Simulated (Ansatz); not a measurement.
**A small benchmark: atomisation enthalpy at 298 K**

8 molecules with two or more fluorines; the atomisation enthalpy at 298 K in kJ/mol, computed less measured. Shapes, held fixed at every level: PBE0-D4/def2-TZVP. Flexible molecules stand in one conformer, not always the lowest. Thermal terms are harmonic and unscaled (PBE0-D4/def2-TZVP); the spin-orbit lowering of the free atoms is taken from their spectra. Programs: Ansatz 0.2.0. Measured values: Active Thermochemical Tables, CRC Handbook of Chemistry and Physics, NIST-JANAF tables.

Levels: A = SPW92/def2-TZVPP; B = r2SCAN0-D4/def2-TZVPP; C = CCSD/def2-TZVPP.

```csv
molecule,from tabulated heats,A,B,C
SF2 (SMILES FSF),732,+251,-65,-89
AsF3 (arsenic trifluoride),1326,+353,-60,-83
NF3 (nitrogen trifluoride),843,+443,-84,-119
SO2F2 (sulfuryl fluoride),1693,+535,-91,-176
C2Cl2F4 (dichlorotetrafluoroethane),2931,+762,-95,-217
C2H3F3 (SMILES FCC(F)F),3057,+515,-131,-200
C2H4F2 (SMILES CC(F)F),2965,+504,-48,-117
Si(SiF3)F3 (hexafluorodisilane),3760,+522,-167,-219
```

Question: Which level does best on this set, which worst, and which err to one side?

Answer: 
```
                level                   kind  mean error  mean absolute error  worst case
     SPW92/def2-TZVPP                    LDA      +485.6                485.6     C2Cl2F4
r2SCAN0-D4/def2-TZVPP          global hybrid       -92.6                 92.6  Si(SiF3)F3
      CCSD/def2-TZVPP  coupled cluster or CI      -152.5                152.5  Si(SiF3)F3
```

On this set r2SCAN0-D4/def2-TZVPP has the smallest mean absolute error and SPW92/def2-TZVPP the largest. SPW92/def2-TZVPP is too high in 8 of 8; r2SCAN0-D4/def2-TZVPP is too low in 8 of 8; CCSD/def2-TZVPP is too low in 8 of 8. The heats of SF2, SO2F2, Si(SiF3)F3 come from older tables and can be uncertain by 10 kJ/mol or more. Heats of the atoms come from ATcT where it has them. With so many references in doubt the order of the levels isn't settled. The tabulated values of AsF3, C2Cl2F4, C2H3F3 are in doubt (older tables, estimates, or at odds with other calculations) and kept here. Over the 5 molecules whose values aren't doubted the mean absolute errors are A 451.0; B 91.0; C 144.0. Correlated wave functions converge slowly with the basis. CCSD also lacks the triples, which bind further. Relativity is left out for As. Outer-core shells of As are correlated, in sets that cover them unevenly. The set is small.

The local density functional overbinds every molecule by far more than the doubts in the reference heats could explain. Its exchange energy is too weak in strongly inhomogeneous densities, and this penalises the free atoms more than the molecules. CCSD errs the other way because bonding brings electrons into closer contact, so the correlation it misses is larger in the molecule than in the separated atoms. The hybrid's underbinding probably reflects exact exchange that its correlation part doesn't fully balance.

Molecular size alone doesn't set the error. NF3, with only three bonds, is overbound by 443 kJ/mol at the local level, against 504 for the much larger C2H4F2. At all three levels the error per bond is greater in NF3, which suggests that lone pairs crowded around short N–F bonds are harder to describe than C–H and C–C bonds. Such one-sided errors should partly cancel in reactions that conserve bond types, which atomisation doesn't test.
